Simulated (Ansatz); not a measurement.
Level of theory: DFT PBE, scalar-relativistic, plane waves, PAW (Ansatz). Settings: cutoff 420 eV, Γ-centred meshes spaced at most about 0.3 Å⁻¹, and about 0.25 Å⁻¹ or finer for metals (2π included), Gaussian smearing. Collinear spin in cells that started with moments and kept them past the coarse steps, no spin elsewhere.

All energies are static (0 K, no zero-point motion).

Two relaxed structures of MnAl₅:

A. (site moments Mn 4.0 μB)

```
Mn Al
1.0
     5.21428    0.00000    0.00000
    -2.60714    4.51570    0.00000
     0.00000    0.00000    4.59591
Mn Al
1 5
Direct
  0.00000 0.00000 0.00000
  0.33333 0.66667 0.00000
  0.66667 0.33333 0.00000
  0.50000 0.00000 0.50000
  0.50000 0.50000 0.50000
  0.00000 0.50000 0.50000
```

B. (no spin)

```
Mn Al
1.0
     4.44738    0.00000    0.00000
    -2.22369    3.85154    0.00000
     0.00000    0.00000    5.15872
Mn Al
1 5
Cartesian
  0.0000 0.0000 2.5794
  2.2237 1.2838 3.8342
  0.0000 0.0000 0.0000
  2.2237 1.2838 1.3245
  0.0000 2.5677 1.3245
  0.0000 2.5677 3.8342
```

Question: Which would you expect to be lower, and how large is the difference?

Answer: B is lower, by 277 meV/atom. A has the CaCu5 type, space group P6/mmm (No. 191), 18.0 Å³/atom and no gap on its mesh; B has space group P6/mmm (No. 191), 14.7 Å³/atom and no gap. Counting all near atoms (those within 1.25 times the shortest distance at each site; a plus sign parts nearer from farther groups; a slash parts the counts of unlike sites), A has Mn 6+12, Al 8/12 and B has Mn 2+12, Al 11/2+12. Their magnetic states differ too. The denser one is the lower, and pressure would at first widen the difference. Even the lower one lies +0.05 eV/atom against the reference forms of the elements (uncorrected), so neither is stable at this level. Both come from invented guesses. A third cell relaxed alike, in P2/c, lies 134 meV/atom below the lower of the two; the P6/mmm cell fell into it when its atoms were moved at random.

The magnetic state reached may not be the lowest. Trial moments died out on the coarse mesh in P6/mmm; another magnetic start might hold. Cells relaxed within their symmetry can be saddle points; a later kick test found a lower structure for MnAl5 P6/mmm. Some structure types and database cells were kept out of the candidates from the start, so a known form may be missing.

The preference for B probably comes from a size mismatch in A. The CaCu5 type suits a large atom in a roomy cage, and Mn is too small to fill the one formed by Al. Its Mn–Al contacts are long, so the 3d states mix weakly with the Al sp band and keep a large local moment of 4.0 μB. In B the Mn–Al contacts are much shorter, which favours d–sp hybridisation, the usual source of cohesion in Al-rich transition-metal aluminides. The 277 meV/atom therefore combines packing, bonding and spin polarisation, and cannot be assigned to any one of them.

B still has Al–Al contacts shorter than those in fcc aluminium, and relief of this crowding may help drive the distortion to P2/c. That cell falls below the elements in energy, so the positive formation energy of B reflects its imposed symmetry rather than an aversion between Mn and Al. Whether the P2/c cell would survive decomposition into neighbouring Mn–Al compounds remains open.
